**Question**

One gigapascal takes about a third of a percent off the volume of hafnium nitride, a stiff rocksalt crystal. The table gives a density functional relaxation of this crystal at several hydrostatic pressures. A negative pressure pulls the crystal outwards on all sides. All changes are counted from the cell at zero pressure.

Rocksalt HfN (2-atom cell), cell and atoms relaxed at each hydrostatic pressure at zero temperature, keeping the symmetry. Ansatz 0.2.0, DFT with r2SCAN, scalar-relativistic plane-wave PAW, no spin polarisation, cutoff 500 eV, Gamma-centred 16×16×16 k mesh, Gaussian smearing of 0.1 eV. Changes are relative to the cell relaxed at zero pressure.

| applied pressure (GPa) | volume change (%) | enthalpy change (eV/atom) | a change (%) | energy change (meV/atom) |
| --- | --- | --- | --- | --- |
| -3 | ? | ? | ? | ? |
| 3 | -1.04 | 0.216 | -0.35 | 1.1 |
| 8 | -2.63 | 0.571 | -0.88 | 7.3 |
| 15 | -4.70 | 1.058 | -1.59 | 24.4 |
| 30 | -8.46 | 2.071 | -2.90 | 84.9 |
| 60 | ? | ? | ? | ? |

Predict the missing results at −3 and 60 GPa, each with an error bar. Explain why the energy changes are counted in meV while the enthalpy changes reach whole eV.

**Model answer**

*What the known rows say.* Up to 3 GPa the crystal loses 0.35 % of its starting volume per GPa, but between 15 and 30 GPa only 0.25 %. It therefore becomes stiffer as it is squeezed. A constant bulk modulus, which ignores this, would give a loss of 10 % at 30 GPa where the calculation finds 8.5 %. A forecast for 60 GPa must include the stiffening.

*Why it stiffens.* Rocksalt symmetry is kept in the calculation, so compression can only shorten every Hf–N bond by the same fraction. Short-range repulsion between neighbouring atoms rises more and more steeply as they approach. The energy well is thus steep on the compressed side and shallow on the stretched side. This cause is argued from general physics; the table has no electronic data that would show it directly.

*A one-constant model.* Let $V_0$ be the volume per atom at zero pressure and $V$ that at pressure $P$. A good measure of compression is the finite strain

$$f=\tfrac12\left[(V_0/V)^{2/3}-1\right].$$

Treat the crystal as a spring in this strain, with energy $E=\tfrac92 B_0V_0f^2$, where $B_0$ is the bulk modulus at zero pressure. Since $P=-dE/dV$,

$$P=3B_0f(1+2f)^{5/2}.$$

This is the second-order Birch–Murnaghan law. The factor $(1+2f)^{5/2}$ and the strain $f$, which itself grows faster than the volume loss, together supply the stiffening, at a rate that is built in and not adjusted. Fitting the volumes of the four known rows gives $B_0=284$ GPa.

*The estimate for 60 GPa.* The law requires $f(1+2f)^{5/2}=60/(3\times284.1)=0.0704$, which is met by $f=0.0544$. Then $V/V_0=(1+2f)^{-3/2}=0.8565$, a volume change of −14.35 %. The lattice parameter $a$ follows from the cube root.

*Energy.* With $V_0=11.58$ Å³ and 1 eV/Å³ = 160.2 GPa, the same strain gives $E=4.5\times284.1\times11.58\times0.0544^2/160.2$, or about 0.273 eV per atom. The energies were not used in the fit, yet at 30 GPa the model gives 85.3 meV against the computed 84.9. Pressures and energies of the calculation therefore agree with each other.

*Enthalpy.* The enthalpy is $H=E+PV$. The energy contains only the work of deforming the crystal, whereas $PV$ multiplies the pressure by the whole volume, most of which remains. At 30 GPa this term makes up 96 % of the enthalpy change. At 60 GPa it comes to $60\times11.58\times0.8565/160.2=3.72$ eV per atom.

*The pulled crystal.* At −3 GPa the volume should grow slightly more than it shrinks at +3 GPa, because the stretched side of the well is softer. The energy must still rise, since either direction leads away from the minimum. The enthalpy must fall, because $PV$ is now negative and far larger than the energy change.

The forecasts are:

- **−3 GPa:** volume +1.085 ± 0.04 %; $a$ +0.36 ± 0.02 %; energy +1.2 ± 0.2 meV/atom; enthalpy −0.218 ± 0.002 eV/atom.
- **60 GPa:** volume −14.35 ± 0.3 %, less than twice the loss at 30 GPa; $a$ −5.03 ± 0.12 %; energy +273 ± 10 meV/atom, more than three times that at 30 GPa; enthalpy +3.99 ± 0.01 eV/atom.

The error bars are judgements. Near zero pressure they reflect the small scatter of the known rows about the law. At 60 GPa they are wider because the pressure range is doubled, and a slightly different rate of stiffening would matter more there.

The withheld rows as computed:

| applied pressure (GPa) | volume change (%) | enthalpy change (eV/atom) | a change (%) | energy change (meV/atom) |
| --- | --- | --- | --- | --- |
| -3 | 1.12 | -0.218 | 0.37 | 1.3 |
| 60 | -14.28 | 3.990 | -5.01 | 270.9 |

**Remarks on the reasoning**

All eight values lie within their error bars, and the signs are as argued. The closest call is the volume at −3 GPa. The crystal expands by 1.12 %, so the forecast was too small by about 3 % of the change and used up most of its error bar. The energy there is also a little higher than predicted. Most of the miss in volume comes from the relaxation, not from the law. The run stopped at a pull between 2 and 3 % stronger than the 3 GPa asked for, which also raises the energy slightly. What remains of the miss is too small to show that the stretched crystal is softer than the law allows.

At 60 GPa the law predicts slightly too much compression: 14.35 % against 14.28 %. The Murnaghan law, in which the bulk modulus rises linearly with pressure at a fitted rate, gives 14.24 % from the same four known rows and errs to the other side. Both describe the curve well, and this one point is too little to choose between them. A constant bulk modulus would have given 19 %, so the stiffening is a large effect while its exact form is a small one.

The energy shows the stiffening too. For an ideal spring with constant stiffness, doubling the pressure would double the deformation and quadruple the energy. Here the energy grows by a factor of 3.5 from 15 to 30 GPa and by 3.2 from 30 to 60 GPa, because the same added pressure achieves less deformation. The forecast of 273 meV per atom was about 1 % too high, in line with the slight excess in compression.

The enthalpy forecasts are the most accurate and the least demanding. Most of the value is pressure times a volume that is already known to within a fraction of a percent. Their success is therefore weaker evidence for the model than the volumes and energies are. The full comparison is in the printed output below.

For a neighbouring compound the useful quantity is $P/B_0$, since the law contains pressure only in this ratio. A crystal half as stiff should reach the same fractional compression at half the pressure, provided that it keeps its structure and stiffens in a similar way. The value of 284 GPa belongs to a perfect, static crystal computed without spin. Its cell holds an odd number of electrons, so the bands are partly filled, and the zero magnetic moment is imposed, not found. Real hafnium nitride commonly has vacancies, which change its stiffness, so a measured bulk modulus of the actual material is the better input.

An enthalpy of nearly 4 eV per atom at 60 GPa is no sign that the crystal is about to transform, because any competing structure would carry a similar $PV$ term. What decides is the difference in enthalpy between two structures at the same pressure. Only rocksalt was computed here, with its symmetry held fixed, so these runs do not tell whether hafnium nitride would still choose this structure at 60 GPa.

Output of the analysis:

```
fit of lnv on 4 rows: coefficient of log(1 + s*P) -0.2512 +/- 0.00027, s 0.01406; rms 8.08e-05, worst 8 -0.000124, leave-one-out rms 0.000283
  rows outside the fit (model, value, miss): -3 0.01083, 0.01114, -0.000312; 60 -0.1537, -0.1541, 0.000423
Bulk modulus at zero pressure from the strain law (GPa): 284.1
Pressure derivative of the bulk modulus in the Murnaghan fit: 3.981
Volume loss per GPa from 0 to 3 GPa (% of start volume): 0.3467
Volume loss per GPa from 15 to 30 GPa (% of start volume): 0.2507
Volume loss per GPa from 30 to 60 GPa (% of start volume): 0.194
Energy change at 30 GPa over that at 15 GPa (ratio): 3.48
Energy change at 60 GPa over that at 30 GPa (ratio): 3.191
Share of PV in the enthalpy change at 30 GPa (%): 95.85
Volume change in %:
  row  strain law  error bar  computed       miss  Murnaghan fit  constant bulk modulus
   -3       1.085       0.04      1.12   -0.03507          1.088                  1.062
    3      -1.029          0     -1.04    0.01091         -1.032                  -1.05
    8      -2.634          0     -2.63  -0.004351         -2.642                 -2.777
   15      -4.684          0      -4.7    0.01625         -4.693                 -5.143
   30      -8.467          0     -8.46   -0.00663         -8.461                 -10.02
   60      -14.35        0.3    -14.28   -0.06816         -14.24                 -19.04
Change of a in % and energy change in meV/atom:
  row    a law  a error bar  a computed     a miss  E law  E error bar  E computed     E miss
   -3   0.3603         0.02        0.37  -0.009658  1.187          0.2         1.3     -0.113
    3  -0.3442            0       -0.35   0.005787  1.106            0         1.1   0.006255
    8  -0.8859            0       -0.88  -0.005943  7.449            0         7.3     0.1494
   15   -1.586            0       -1.59    0.00372   24.4            0        24.4  -0.003563
   30   -2.906            0        -2.9  -0.005831  85.26            0        84.9     0.3632
   60   -5.032         0.12       -5.01   -0.02165  273.3           10       270.9      2.425
Enthalpy change in eV/atom and bulk modulus in GPa:
  row   H law  H error bar  H computed      H miss  PV part  B0 from this row alone
   -3  -0.218        0.002      -0.218  -2.434e-05  -0.2193                   275.4
    3  0.2157            0       0.216  -0.0002668   0.2146                     281
    8  0.5705            0       0.571  -0.0004952   0.5631                   284.6
   15   1.058            0       1.058  -9.621e-05    1.033                     283
   30    2.07            0       2.071  -0.0007571    1.985                   284.4
   60   3.988         0.01        3.99   -0.001808    3.718                     286
```
